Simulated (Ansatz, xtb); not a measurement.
# Two isomers of C3H3BClNO

We compare I, `Bc1ocnc1Cl`, a singlet, with II, `Bc1ncc(Cl)o1`, a singlet. Both are isolated molecules in the gas phase, relaxed with PBE-D3(BJ)/def2-SVP; the shapes shown needn't be the lowest conformers.

I (Å):

```xyz
10

C    -1.2307    1.2884    0.0231
C    -1.3299    3.4132    0.5370
C    -0.6412    1.5686    1.2672
B    -1.4406    0.0365   -0.8035
Cl    0.0924    0.4455    2.3254
N    -0.7099    2.8967    1.5752
O    -1.6722    2.5443   -0.4205
H    -1.0363   -1.0196   -0.3658
H    -2.0015    0.1011   -1.8769
H    -1.5910    4.4679    0.3785
```

II (Å):

```yaml
atoms:
  - { symbol: C, position_ang: [-0.9036, 1.1321, -0.0755] }
  - { symbol: C, position_ang: [-0.9693, 3.1373, 0.7330] }
  - { symbol: C, position_ang: [-2.0744, 2.4427, 1.2168] }
  - { symbol: B, position_ang: [-0.5677, -0.1697, -0.8002] }
  - { symbol: Cl, position_ang: [-3.3428, 2.8995, 2.2499] }
  - { symbol: N, position_ang: [-0.2608, 2.2972, -0.0665] }
  - { symbol: O, position_ang: [-2.0569, 1.1968, 0.7299] }
  - { symbol: H, position_ang: [0.4297, -0.1999, -1.4861] }
  - { symbol: H, position_ang: [-1.2937, -1.1329, -0.6777] }
  - { symbol: H, position_ang: [-0.6839, 4.1763, 0.9356] }
```

Quicker runs give these differences E(II) − E(I): GFN2-xTB +4.2 kcal/mol; HF/STO-3G +2.6 kcal/mol (at GFN2-xTB geometries); r2SCAN-D4/def2-SVP +5.4 kcal/mol (at GFN2-xTB geometries).

Estimate E(II) − E(I) at the level CCSD(T)/def2-SVP + ΔMP2/def2-TZVPP.

Calculated at CCSD(T)/def2-SVP + ΔMP2/def2-TZVPP: E(II) − E(I) = +5.6 kcal/mol, so structure I lies lower.

Level by level:

```csv
level,geometry,E(II) − E(I) (kcal/mol),departure from the last row (kcal/mol),"job, with rough time for the two"
GFN2-xTB,GFN2-xTB,+4.2,−1.4,"optimisation, 0.12 s"
HF/STO-3G,GFN2-xTB,+2.6,−3.0,"single point, 0.32 s"
r2SCAN-D4/def2-SVP,GFN2-xTB,+5.4,−0.2,"single point, 2.4 s"
PBE-D3(BJ)/def2-SVP,PBE-D3(BJ)/def2-SVP,+5.2,−0.4,"optimisation, 15 s"
HF/def2-SVP,PBE-D3(BJ)/def2-SVP,+8.2,+2.6,part of the CCSD(T) run
MP2/def2-SVP,PBE-D3(BJ)/def2-SVP,+5.6,0.0,part of the CCSD(T) run
CCSD(T)/def2-SVP,PBE-D3(BJ)/def2-SVP,+6.4,+0.8,single point
CCSD(T)/def2-SVP + ΔMP2/def2-TZVPP,PBE-D3(BJ)/def2-SVP,+5.6,,"single point, 32 s"
```

As drawn, both hold the same kinds of bond in the same numbers.

None of the levels shown reverses the order. The largest departure from CCSD(T)/def2-SVP + ΔMP2/def2-TZVPP is that of HF/STO-3G, 3.0 kcal/mol. The last row adds to CCSD(T) the change of the MP2 difference between the two basis sets, here −0.8 kcal/mol.

With thermal terms from frequencies at re-optimised GFN2-xTB minima (ideal gas, soft modes damped towards free rotors, one conformer each, 298.15 K, 1 atm): on the last row, ΔE + ΔZPE = +5.3, ΔH = +5.4, ΔG = +5.3 kcal/mol.

The correlated steps freeze 11 core orbitals. Programs: Ansatz 0.2.0, xtb 6.7.1; the last row on 2 threads of Intel(R) Xeon(R) 6975P-C (Granite Rapids) on a shared host.

Isomer I is lower at every level, and the thermal terms barely alter the gap. The preference probably comes from where the boryl group sits. In I it is on C5, next to the chlorine-bearing carbon, so the chlorine lone pair and the ring π system can feed the empty boron p orbital through the C=C bond. In II it is on C2, the electron-poor carbon between O and N, and chlorine isn't placed for such direct donation. The geometries fit this: BH2 is coplanar with the ring in both, but I has the shorter C–B and the longer C=C bond. Inductive effects of the changed positions may also contribute.

Correlation narrows the Hartree–Fock gap in the same basis. The exact match of MP2/def2-SVP with the final value is a cancellation, since the coupled-cluster correction and the basis-set change are equal and opposite. The gas-phase order needn't carry over to condensed phases, where the Lewis-acidic boron could bind a neighbouring ring nitrogen.
